How far does an electron level in silicon carbide move when a semilocal density functional gives way to a hybrid one? The semilocal functional PBE typically makes band gaps too small, and the gap sets the photon energy at which light absorption begins. A hybrid functional opens the gap, but at a much higher computing cost. For the hexagonal 2H crystal treated here, the hybrid level can be estimated on paper from the PBE level, with two constants.

## What the levels mean

Each row describes one electron state. Its wave vector $k$ is given by three components in units of the reciprocal cell vectors, and its band is either the top filled or the first empty one. The "state start level", written $E$ below, is the PBE energy. The "state corrected level", written $E'$, is the energy of the same state with the hybrid functional HSE03, worked out in one step on the PBE orbitals.

Both columns count from their own highest filled level, which is row 1, at the zone centre. A shift $E'-E$ is therefore a movement relative to the valence top. The opening of the gap is visible in this way, but its division between sinking filled states and rising empty states is not.

ABINIT 10.8.3 plane-wave calculation of 2H SiC (P6_3mc, 4 atoms per cell): start levels from PBE, corrected levels from one-shot HSE03 on the PBE orbitals. Settings: PseudoDojo NC SR PBE v0.4.1 standard potentials, 1006.82 eV cutoff, unshifted 6x6x3 k mesh, no spin polarisation. Each column of levels counts from its own highest filled level.

```csv
row,state k a (reciprocal cell vector),state k b (reciprocal cell vector),state k c (reciprocal cell vector),state band,state start level (eV),state corrected level (eV)
1,0.000,0.000,0.000,top filled,0.000,0.000
2,0.000,0.000,0.000,first empty,4.619,5.795
3,0.167,0.000,0.000,top filled,-0.370,-0.400
4,0.167,0.000,0.000,first empty,4.714,5.856
5,0.333,0.000,0.000,top filled,-1.202,-1.349
6,0.333,0.000,0.000,first empty,3.199,4.258
7,0.500,0.000,0.000,top filled,-1.488,-1.664
8,0.500,0.000,0.000,first empty,2.593,3.624
9,0.167,0.167,0.000,top filled,-1.172,-1.265
10,0.167,0.167,0.000,first empty,5.099,6.274
11,0.333,0.167,0.000,top filled,-2.707,-2.969
12,0.333,0.167,0.000,first empty,3.486,4.539
13,0.333,0.333,0.000,top filled,-4.043,-4.385
14,0.333,0.333,0.000,first empty,2.327,3.324
15,0.000,0.000,0.333,top filled,-0.635,-0.721
16,0.000,0.000,0.333,first empty,5.114,6.315
17,0.167,0.000,0.333,top filled,-1.079,-1.204
18,0.167,0.000,0.333,first empty,4.756,5.904
19,0.333,0.000,0.333,top filled,-1.718,-1.884
20,0.333,0.000,0.333,first empty,3.216,4.275
21,0.500,0.000,0.333,top filled,-2.049,-2.236
22,0.500,0.000,0.333,first empty,2.917,3.953
23,0.167,0.167,0.333,top filled,-1.522,-1.666
24,0.167,0.167,0.333,first empty,4.816,5.956
25,0.333,0.167,0.333,top filled,-1.712,-1.880
26,0.333,0.167,0.333,first empty,3.886,4.968
27,0.333,0.333,0.333,top filled,-2.309,-2.522
28,0.333,0.333,0.333,first empty,4.280,5.396
```

## The pattern in the shifts

Empty states rise by about 1 eV relative to the valence top. The lowest of them (row 14) rises least, by 1.00 eV, and the highest (row 16) rises most, by 1.20 eV. In between, the shift tends to grow with the level, with small irregularities.

Filled states below the valence top sink, and deeper ones tend to sink further. The deepest one (row 13) goes down by 0.34 eV. The correction thus has two parts: a step between filled and empty states, and a stretch of the whole energy scale.

## Why there is a step

HSE03 replaces a quarter of the short-range PBE exchange by exact exchange. With the orbital $\psi$ of a state held fixed, its energy changes to first order by

$$\Delta = \tfrac14\,\langle\psi|\,\Sigma_x - v_x\,|\psi\rangle ,$$

where $\Sigma_x$ is the short-range exact exchange operator and $v_x$ the short-range part of the PBE exchange potential. The sign and size of $\Delta$ depend on how differently the two treat the same orbital.

Exact exchange lowers the energy of a state through its pairing with the filled states. A filled state in this crystal can be thought of as a combination of bond orbitals, and each bond orbital pairs with itself as well as with its neighbours. That self-pairing is strong, because it cancels the false repulsion of an electron by its own charge. An empty state is built from other orbitals, which are not among the filled ones, so its pairing is weaker.

The PBE potential does not make this distinction. It is one function of position and acts on filled and empty states alike. Replacing part of it by exact exchange therefore binds filled states more strongly relative to empty ones, and the gap opens. The table agrees with this explanation in the sign of the change, but it does not test the cause itself.

## Why there is a stretch

The uniform electron gas is a simpler system that shows the second effect. Its states are plane waves, and exact exchange couples two waves strongly when their wave vectors are close. The filled waves form a sphere of wave vectors around zero. A slow wave, near the centre of the sphere, has many close partners; a fast wave, far outside it, has few. Exact exchange therefore binds slow, low-energy waves most, while a local potential in a uniform gas shifts all waves equally.

Replacing some local exchange by exact exchange thus pulls the levels of the gas apart. By analogy, deep levels in the crystal should sink relative to the valence top, and high empty levels should rise further than low ones. The analogy ends there. A uniform gas has no gap and hence no step, and it does not supply the amount of stretch in silicon carbide.

## From the mechanism to a rule

The simplest formula with these two effects lets the correction vary linearly with the level and adds a different constant for filled and for empty states. Counting from the valence top removes the constant for the filled states. If both bands are given the same stretch $s$, what remains is

$$E' = (1+s)\,E + D\,\theta ,$$

where $\theta$ is 0 for a filled state and 1 for an empty one, and $D$ is the step. The common stretch is a choice made for economy; the theory does not require it.

The two constants come from a least-squares fit to the shifts of 27 rows. Row 1 was left out because it is zero by definition. Rounded for use on paper, they are $s = 0.09$ and $D = 0.75$ eV. In words: stretch every PBE level by nine per cent, then add three quarters of an electronvolt if the state is empty.

The step should not be read as a measured property of the crystal. It is the shift that an empty state would have at the height of the valence top, where no empty state exists. A smaller stretch with a larger step would describe the empty states better, at the expense of the filled ones. Only the two constants together carry meaning.

## Two rows worked in full

Rows 7 and 8 are the filled and the empty state at $k=(0.5, 0, 0)$, where the direct gap on this mesh is smallest. Both rows were part of the fit, so this is an exercise in using the rule and not an independent test. For the filled state only the stretch applies:

$$E' = 1.09\times(-1.488) = -1.62\ \text{eV}.$$

The hybrid calculation gives −1.66 eV, so the estimate is 0.04 eV too high. The empty state receives the stretch and the step:

$$E' = 1.09\times 2.593 + 0.75 = 3.58\ \text{eV}.$$

Here the calculation gives 3.62 eV, and the estimate is 0.05 eV too low when the difference is taken before rounding. This is the largest miss of the rule for any single level in the table.

The direct gap is the difference of the two levels. The estimate is 5.20 eV and the computed value 5.29 eV. The filled level was placed too high and the empty one too low, so the two errors add up to 0.09 eV. That is about 2 per cent of the gap, but about 7 per cent of the 1.21 eV by which the gap opens.

## A shortcut for gaps

Subtracting a filled level from an empty one gives a rule for gaps directly:

$$\text{hybrid gap} = 1.09\times\text{PBE gap} + 0.75\ \text{eV}.$$

The smallest gap on the mesh is indirect. It runs from the valence top to the empty state of row 14, and PBE puts it at 2.327 eV. The shortcut turns this into 3.29 eV, against 3.32 eV from the hybrid calculation.

The form of the shortcut also shows why multiplying every gap of this crystal by one fixed factor works poorly. The step is the same for a small gap and a large one, so the relative opening is greater for the small gap. The indirect gap grows by roughly 43 per cent, the direct gap at the zone centre by roughly 25 per cent.

## How accurate the rule is

Over the 27 rows the typical (root-mean-square) miss is 0.025 eV, measured against the hybrid levels. When each row in turn is predicted from a fit to the others, the typical miss hardly changes. This is a mild test, because all rows belong to one crystal and neighbouring wave vectors have similar states. For direct gaps the largest miss is the 0.09 eV met above.

A cruder shortcut leaves the filled levels alone and raises all empty ones by the same amount. The best such amount, fitted to the same 27 rows, is 1.10 eV. It gives an indirect gap 0.10 eV too large and misses the deepest filled level by 0.34 eV. A rigid shift is thus tolerable for a rough gap, but the stretch is needed as soon as the shape of the bands matters.

Allowing the two bands different stretches gives about 0.09 for the filled and 0.06 for the empty states. The typical miss then falls to 0.018 eV. That is a real but small gain, bought with a third constant to remember.

More constants of this kind soon stop helping. Rows 5 and 9 start within 0.03 eV of each other, yet one sinks by 0.15 eV and the other by 0.09 eV. A smooth rule that knows only the level must give them nearly the same shift. Exchange depends on the shape of an orbital, which the level alone does not fix; a different orientation of the p orbitals in the two states is a possible reason here, but it is untested.

## Where the range ends

The constants belong to the top filled and the first empty band of this one crystal structure, with PBE levels between about −4 and +5 eV. Deeper valence bands and higher empty bands lie outside that range. So do states on the zone face at a third wave-vector component of one half, which the mesh leaves out. A band edge between mesh points would also escape notice.

The calculation was not converged in bands, cutoff and mesh. How much this changes the two constants was not tested, so their second decimal should not be carried to a run with other settings. Programs also differ in the screening length that they attach to the name HSE03. The constants should be fitted afresh when that length changes.

The rule imitates a hybrid functional, not an experiment. The atoms are held still, whereas lattice vibrations, even at absolute zero, normally lower the gap of silicon carbide. A small miss of the rule against the hybrid levels is therefore no promise of an equally small miss against a measured gap.

## The same crystal with a neighbouring functional

The formula for $\Delta$ also shows how the shifts would respond to another hybrid. With the orbitals and the screening length kept, $\Delta$ is proportional to the fraction of exact exchange. Halving the fraction would halve both the step and the stretch. A hybrid such as PBE0, which keeps the same quarter but applies it at long range too, separates filled from empty states more strongly and gives a wider gap.
